Q: I have eleven molecules in which tin carries fluorine and at least one carbon group. I had supposed that the gap would shrink as the molecules grow, or that fluorine would open it. Neither idea seems to sort them. What does the gap follow?

Gas-phase organotin fluorides in order of size, computed with Ansatz 0.2.0 at the HSE06-D4/def2-TZVPP level on PBE0-D4/def2-TZVP geometries, with a def2 core potential on tin. The bond columns count single bonds, including those to hydrogens left implicit in the SMILES.

```
                  SMILES   formula  heavy atoms  bonds Sn-C  bonds Sn-F  bonds H-C  bonds Sn-H  point group  HOMO (eV)  LUMO (eV)  gap (eV)
          [CH3][SnH2][F]    CH5FSn            3           1           1          3           2           Cs      -8.31      -0.75      7.55
          C#[C][SnH2][F]   C2H3FSn            4           1           1          1           2           Cs      -8.10      -1.46      6.65
         C=[CH][SnH2][F]   C2H5FSn            4           1           1          3           2           C1      -8.08      -1.43      6.65
         C[CH2][SnH2][F]   C2H7FSn            4           1           1          5           2           C1      -7.75      -0.77      6.98
  [CH3][Sn]([F])([F])[F]   CH3F3Sn            5           1           3          3           0          C3v      -9.79      -2.19      7.60
    C#[C][SnH]([CH3])[F]   C3H5FSn            5           2           1          4           1           C1      -7.87      -1.09      6.78
     C[CH2][SnH]([F])[F]  C2H6F2Sn            5           1           2          5           1           Cs      -8.25      -0.97      7.28
[CH3][Sn]([CH3])([F])[F]  C2H6F2Sn            5           2           2          6           0          C2v      -8.33      -0.87      7.46
       C=C[CH2][SnH2][F]   C3H7FSn            5           1           1          5           2           C1      -6.76      -1.05      5.72
   C=[CH][SnH]([CH3])[F]   C3H7FSn            5           2           1          6           1           C1      -7.88      -1.21      6.67
 C=[CH][Sn]([F])([F])[F]  C2H3F3Sn            6           1           3          3           0           Cs      -9.08      -2.18      6.90
```

A: It follows the carbon group. The gap is the distance from the highest filled level, the HOMO, to the lowest empty one, the LUMO. Where methyl is the only carbon group, it stays near 7.5 eV with one, two or three fluorines. The ethyl compounds lie below that, those with vinyl or ethynyl on tin lower still, and the allyl compound comes last at 5.72 eV. Size does not produce this order: the allyl compound and dimethyltin difluoride have the same number of heavy atoms, yet their gaps are far apart.

Q: Fluorine is the most electronegative element there is. How can three of them on one tin atom leave the gap alone?

A: Because they move both of its edges. From CH3SnH2F to CH3SnF3 the HOMO falls by 1.48 eV and the LUMO by 1.44 eV. The change of the gap is the difference of the two shifts:

change of gap = change of LUMO − change of HOMO

Imagine the limiting case in which a substituent does nothing but add a constant electrostatic potential where both orbitals live. Both levels then move by the same amount and the gap stays as it was. The methyl pair looks like that limit, with a gap change of only 0.05 eV, but the likeness needs care.

The chemistry behind it is ordinary bond polarity. Fluorine draws electrons away from tin, and an electron near a more positive tin atom is bound more tightly. In the methyl compounds the top filled level should belong mainly to the tin-carbon bond, with some share on fluorine, and the lowest empty level to an antibonding orbital with a large share on tin. Both can feel the change at tin. The LUMO, however, is probably not the same orbital in the two molecules. In CH3SnH2F it is expected to be the tin-fluorine antibonding level built on tin 5p, and in CH3SnF3 the symmetric level built on tin 5s. In CH3SnF3 the LUMO is a single level with a degenerate pair at −0.06 eV above it, as that picture would have it. This assignment rests on standard bonding theory, since level energies by themselves do not identify orbitals. The change of potential at tin is likewise expected rather than shown, and if the LUMO changes its nature, the equal fall of the two levels is no measure of it. The computed charges do not settle it, since from CH3SnH2F to CH3SnF3 the Mulliken analysis makes tin more positive and the Löwdin analysis makes it less positive.

Q: One pair could be luck. Does the idea hold when I look elsewhere?

A: It holds as a first guess, and the close cancellation in the methyl pair is largely luck. With a second functional, r2SCAN, both levels still fall, but the gap of the same pair narrows by 0.40 eV. The order by carbon group survives the change of functional. One more fluorine on the ethyl compound opens the gap by 0.30 eV, and two more on the vinyl compound open it by 0.25 eV. With HSE06 the HOMO falls further than the LUMO in both cases, while with r2SCAN the two levels of the ethyl compound fall almost equally. A substituent is never a pure potential, because it also replaces one bond by another.

The levels can also move up together, as they do when a methyl group takes the place of hydrogen on tin. In the vinyl compound this raises the HOMO by 0.20 eV and the LUMO by 0.22 eV. In the ethynyl compound the rises are 0.23 and 0.37 eV. The gap changes much less than it does when vinyl or ethynyl takes the place of methyl. The charge on tin does not settle the cause, since the Mulliken analysis makes tin slightly more positive here and the Löwdin analysis makes it less positive. Mixing with the filled bonds of the added methyl group is one likely cause, at least for the HOMO.

Q: Then what does a carbon group do that fluorine does not?

A: It brings new orbitals close in energy to those already at the edges of the gap. Take two levels at energies a and b, joined by a coupling V. Mixing turns them into

E = (a + b)/2 ± √[((a − b)/2)² + V²]

If V is zero, nothing happens. If V is not zero, the upper level rises and the lower one sinks. Among filled levels the one that rises can become the HOMO, and among empty levels the one that sinks can become the LUMO. Either way the gap narrows from one side.

Q: Ethyl has no double bond. Why does it narrow the gap at all?

A: It works from the filled side. Going from CH3SnH2F to its ethyl relative raises the HOMO by 0.56 eV and leaves the LUMO where it was to within 0.02 eV. Ethyl adds an outer methyl group, whose filled bonds can mix with the tin-carbon bond. The upper combination, mostly the tin-carbon bond, is pushed up. Chemists call this kind of mixing hyperconjugation. The calculation shows that the change is one-sided, while the mixing is the standard explanation for it.

Q: And vinyl and ethynyl? They give exactly the same gap on SnH2F, 6.65 eV.

A: They work mainly from the empty side. Compared with methyl, vinyl lowers the LUMO by 0.68 eV and ethynyl by 0.71 eV, while the HOMO moves by only about 0.2 eV. A multiple bond has an empty π* orbital, which can mix with the empty antibonding level at tin and push the lower combination down. In the vinyl compound the geometry permits this, because the tin-fluorine bond stands well out of the vinyl plane, where the π* orbital has its lobes.

The equal gaps carry no message. The r2SCAN functional separates the two molecules by about 0.1 eV. What they share is a lower LUMO, but the causes may differ in weight. Mixing with π* can act in both, and ethynyl should also draw more charge away from tin than vinyl does. The inner levels of tin support this: against CH3SnH2F, the tin 4s level sinks by 0.59 eV with ethynyl but by only 0.08 eV with vinyl. The lower LUMO should therefore come mostly from mixing in the vinyl compound, while in the ethynyl compound the pull on charge probably supplies a good part. The exact shares are not separated here. If the pull on charge matters in the ethynyl compound, the HOMO does not follow it, probably because the filled π orbitals of the triple bond take the top place.

Q: Allyl also has a double bond, but it lies one carbon further from tin. I would have guessed a weaker effect, and it gives the smallest gap of all.

A: The distance matters less than the angle. In a vinyl compound the tin-carbon bond lies in the plane of the double bond. The filled π orbital has a node in that plane, so by symmetry its coupling to the bond is zero. In the allyl compound the extra carbon lets the tin-carbon bond turn out of the plane, and here the dihedral angle between it and the double bond is not far from a right angle. The bond now points alongside the π lobes, and two filled orbitals can push each other apart.

The levels fit this picture. From ethyl to allyl the HOMO rises by 0.99 eV, while the LUMO sinks by only 0.28 eV, so most of the narrowing comes from the filled side. At the r2SCAN level the HOMO also stands alone, about 1.8 eV above the next filled level, but this is weak evidence, since the π level of a plain alkene is expected to stand alone as well. The mixing described here is the familiar donor effect of a tin-carbon bond placed next to a double bond.

Q: Can I credit all of that to tin?

A: No. The allyl HOMO lies 1.32 eV above that of the vinyl compound, but an alkyl group on a double bond raises its π level somewhat even without tin. The difference contains this ordinary contribution as well as the one from the tin-carbon bond. The result also belongs to one conformer. In the limiting case where the tin-carbon bond is turned into the plane of the double bond, the coupling to the π orbital vanishes, and tin's contribution to the rise should largely go with it.

Q: Suppose I want the levels of vinyl-SnF3. May I take the vinyl compound and add the shift that fluorine caused in the methyl pair?

A: Try it for the LUMO. Start from vinyl-SnH2F and add the change from CH3SnH2F to CH3SnF3:

estimated LUMO = −1.43 + [−2.19 − (−0.75)] = −2.87 eV

The calculation gives −2.18 eV, so the estimate is too deep by 0.69 eV. The same sum for the HOMO is too deep by 0.48 eV. Nothing was fitted here, and vinyl-SnF3 itself did not enter the estimate. The failure therefore means that the effects of vinyl and fluorine do not simply add.

Q: Where does the sum go wrong?

A: For the LUMO, it borrows a shift from the methyl pair that probably joins two different orbitals, and it assumes that the mixing which helped in vinyl-SnH2F is still at work. In vinyl-SnF3 the molecule has a mirror plane, and that plane is the plane of the vinyl group. The π* orbital changes sign across it, while the antibonding tin level already seen in CH3SnF3 should not. Their coupling is then exactly zero. If vinyl otherwise acts on the tin level much as methyl does, that level should stay where it was in CH3SnF3, at −2.19 eV, which is almost exactly where the LUMO of vinyl-SnF3 is found.

A second empty level lies only 0.08 eV above that LUMO. Two levels that repel each other can never come closer than twice their coupling, so such a near-coincidence suits a pair that symmetry keeps apart. In vinyl-SnH2F, which has no mirror plane, the two lowest empty levels are more than 1 eV apart. The energies agree with the symmetry argument, although they do not prove which of the two levels is π*.

The HOMO fails for a related reason. In vinyl-SnH2F the two highest filled levels are close together, so the π orbital and the bonds at tin compete for the top place. Fluorine should pull down the bonds at tin more strongly than the π orbital, part of which sits on the outer carbon. The π orbital is then left on top, and the HOMO falls less than it does in the methyl pair.

Q: One thing still bothers me. The LUMO hardly moves between CH3SnH2F and dimethyltin difluoride, then plunges in CH3SnF3. Why not in even steps?

A: The direction is easier to explain than the size. Replacing one methyl of the difluoride by fluorine lowers the LUMO by 1.32 eV. That level is antibonding and should contain much of the tin 5s orbital, which carbon and hydrogen push up strongly because their own orbitals lie closer to it in energy than those of fluorine. Fewer such neighbours should therefore mean a lower level. Their number alone does not explain the jump, however. Going from three to two of them, from CH3SnH2F to the difluoride, lowers the LUMO by only 0.12 eV, while going from two to one lowers it by 1.32 eV. Part of the unevenness lies in the route. On the way to the difluoride one hydrogen gives way to fluorine, but the other gives way to methyl, which raised the LUMO in the vinyl and ethynyl compounds. Yet one more fluorine on the ethyl compound, with no methyl added, also lowers the LUMO by only 0.20 eV. The likelier reason is that the LUMO changes its nature. In the monofluorides the level rich in 5s is expected to lie second, above the tin-fluorine antibonding level built on 5p. Read this way, it falls from −0.22 eV in CH3SnH2F to −0.87 eV in the difluoride, a step of about 0.6 eV, and becomes the LUMO only on the way. Most of the first step is then hidden from the LUMO column. The energies suit this reading but do not prove it. Empty levels near zero also depend on the basis set, so the exact height of the step deserves less trust than its presence.

Q: Compounds of this kind interest me as sources of tin for tin oxide films in transparent electronics. Should I pick the one with the smallest gap?

A: Not on that ground. The gap of the molecule is neither the gap of the oxide film nor the photon energy at which the molecule absorbs. For small molecules in the gas phase, an HSE06 gap also falls well short of the difference between ionisation energy and electron affinity, so it serves for comparison within the set. It also does not measure volatility or the ease with which the tin-carbon bond breaks on a hot surface. What the levels do suggest is where electrons are given up or taken in most readily. The high HOMO of the allyl compound marks it as the easiest to oxidise, and the deep LUMOs of the trifluorides mark them as the strongest electron acceptors of the set.
